Before assigning a spectrum of this silanol, one has to decide whether its conformers deserve as much attention as its bonding pattern. The molecule has a BH₂ group, a hydroxyl group, a propynyl group and a siloxy group, all on the same silicon atom, Si2. The shifts in the table are shieldings of the reference TMS less those in the molecule, so a higher shift means a less shielded nucleus. Hydrogens carry the number of the atom that bears them.

Unscaled GIAO NMR shifts relative to TMS for the silanol C3H9BO2Si2, from PySCF 2.14.0 and tblite 0.8.0 at the OLYP/pcSseg-1 level in continuum dimethyl sulfoxide on GFN2-xTB geometries. Averages run over the two conformers kept, with Boltzmann weights at 298.15 K from OLYP-D3(BJ)/pcSseg-1 energies and GFN2-xTB free-energy terms.

```
atom  nucleus  count  shift in conformer 1 (ppm)  shift in conformer 2 (ppm)  averaged shift (ppm)
   2     29Si      1                      -62.50                      -60.30                -62.10
   4      13C      1                       82.40                       83.40                 82.60
   5      13C      1                      103.20                      102.50                103.10
   6      13C      1                        6.40                        6.50                  6.40
   8     29Si      1                      -58.60                      -58.30                -58.50
   1       1H      2                        9.13                        9.29                  9.16
   3       1H      1                        3.47                        3.34                  3.44
   6       1H      3                        2.30                        2.28                  2.29
   8       1H      3                        5.21                        5.23                  5.21
```

The two conformers differ mainly by a turn of the siloxy group about the bond between Si2 and O7. No carbon shift changes by more than 1.0 ppm, and no proton shift by more than 0.16 ppm. Different kinds of carbon and hydrogen lie much further apart than that. The turn breaks no bond and changes no atom's bonded neighbours, and these neighbours account for most of the differences in shielding among the carbons and among the hydrogens.

The largest change, 2.2 ppm, is at Si2, whereas Si8 changes by only 0.3 ppm although it is the atom that swings round. The structure suggests why. Si2 carries three unlike groups besides O7, and the turn sets the Si8 end of the siloxy group against a different one of them. Si8 carries three like hydrogens, so its near surroundings look much the same in both conformers. This reason is expected from the structure and was not computed.

The triple bond responds in a more telling way: from conformer 1 to conformer 2 the shift of C4, the carbon on silicon, rises while that of its partner C5 falls. A simple picture is that a little electron density moves along the bond from C4 to C5. The carbon that loses density is deshielded and the one that gains it is shielded. If both respond equally to charge and nothing else changes, then, with Δ as the shift in conformer 2 less that in conformer 1,

Δ(C5) = −Δ(C4)

Δ(C4) = 83.4 − 82.4 = 1.0 ppm, so Δ(C5) should be −1.0 ppm

The calculation gives −0.7 ppm for C5. The model has no fitted constant, but it takes the change at C4 as input, so C5 is its only test. Even there only the size is tested, because the opposite signs suggested the picture in the first place. The model overstates the size by 0.3 ppm, so either the two carbons respond unequally to charge or something besides the transfer changes too. A miss this small could also come from rounding and from the approximate GFN2-xTB geometries.

The turn also invites a reading as a γ-gauche effect, the extra shielding of a carbon by a group three bonds away that is turned towards it. With ideal tetrahedral angles at Si2, Si8 is gauche to C4 in conformer 1 and anti to it in conformer 2. The lower C4 shift in conformer 1 fits that rule. The rule alone does not explain why C5 moves the other way, which speaks for some polarisation of the triple bond, but one pair of conformers cannot separate the two causes.

Bonding produces far larger contrasts. C5 lies 20.5 ppm above C4, the usual pattern in silylalkynes, where the carbon on silicon has the lower shift. Silicon is not the only cause, because the methyl group on C5 also polarises the triple bond and raises the shift of the carbon that bears it. The two influences act in the same direction, so the gap measures their joint effect.

The protons show where a simple charge argument fails. An electronegative carrier should draw density from hydrogen and raise its shift, yet the hydrogens on boron stand highest, at 9.16 ppm, and the one on oxygen only third. Theory offers a reason in the empty p orbital of three-coordinate boron. A magnetic field in the BH₂ plane mixes occupied σ orbitals with this empty orbital and drives a paramagnetic current around boron, whose field, averaged over all directions, deshields hydrogens lying in the plane. The hydrogens on silicon also stand above the one on oxygen, without any such orbital, so boron's vacancy cannot account for the whole order.

The solvent could change this order. The calculation treats dimethyl sulfoxide as a continuum, but a real molecule of it may bind to boron, fill the empty orbital and remove this likely cause of the high B–H shift. It would also accept a hydrogen bond from the hydroxyl group and raise that proton's shift. The computed proton order therefore belongs to the free molecule.

The averaged shifts weight conformer 1 by about 81 %. Both conformers keep an imaginary vibrational mode, so neither is confirmed as a true minimum and the weights are less certain. Even so, equal weights would move the Si2 average, the most sensitive one, by only 0.7 ppm. The printed output below gives this test for every row. It covers only these two structures, and the one lowest in GFN2-xTB energy is not among them. The search may also have missed others, since a rotamer found with the force field was lost in the GFN2-xTB step.

The practical rule is to assign carbons and hydrogens by their bonding and not to read the conformer from such small changes. The two silicon signals should not be assigned by their computed order, since unscaled silicon shifts can be off by tens of ppm. The question to settle first is whether boron is still three-coordinate in solution.

Output of the analysis:

```
Conformer changes and averages in ppm:
  row  conformer 2 less 1  weighted mean  change of average at equal weights
    2                 2.2         -62.08                                 0.7
    4                   1          82.59                                 0.3
    5                -0.7          103.1                               -0.25
    6                 0.1          6.419                                0.05
    8                 0.3         -58.54                                0.05
    1                0.16           9.16                                0.05
    3               -0.13          3.445                              -0.035
    6               -0.02          2.296                                   0
    8                0.02          5.214                                0.01
Free energy of conformer 2 above 1 implied by the weights, kcal/mol: 0.863
Opposite part of the C4 and C5 changes (half their difference), ppm: 0.85
Common part of the C4 and C5 changes (half their sum), ppm: 0.15
C5 change predicted by pure transfer within the triple bond, ppm: -1
Miss of that prediction (predicted less computed), ppm: -0.3
Estimated torsion C4-Si2-O7-Si8 in conformer 1, degrees: 46
Estimated torsion C4-Si2-O7-Si8 in conformer 2, degrees: -165
Estimated torsion B1-Si2-O7-Si8 in conformer 1, degrees: 166
Estimated torsion B1-Si2-O7-Si8 in conformer 2, degrees: -45
Averaged shift of C5 less that of C4, ppm: 20.5
H on B less H on Si, averaged, ppm: 3.95
H on B less H on O, averaged, ppm: 5.72
H on O less H on C, averaged, ppm: 1.15
Rank correlation of the four proton shifts with carrier electronegativity: -0.6
```
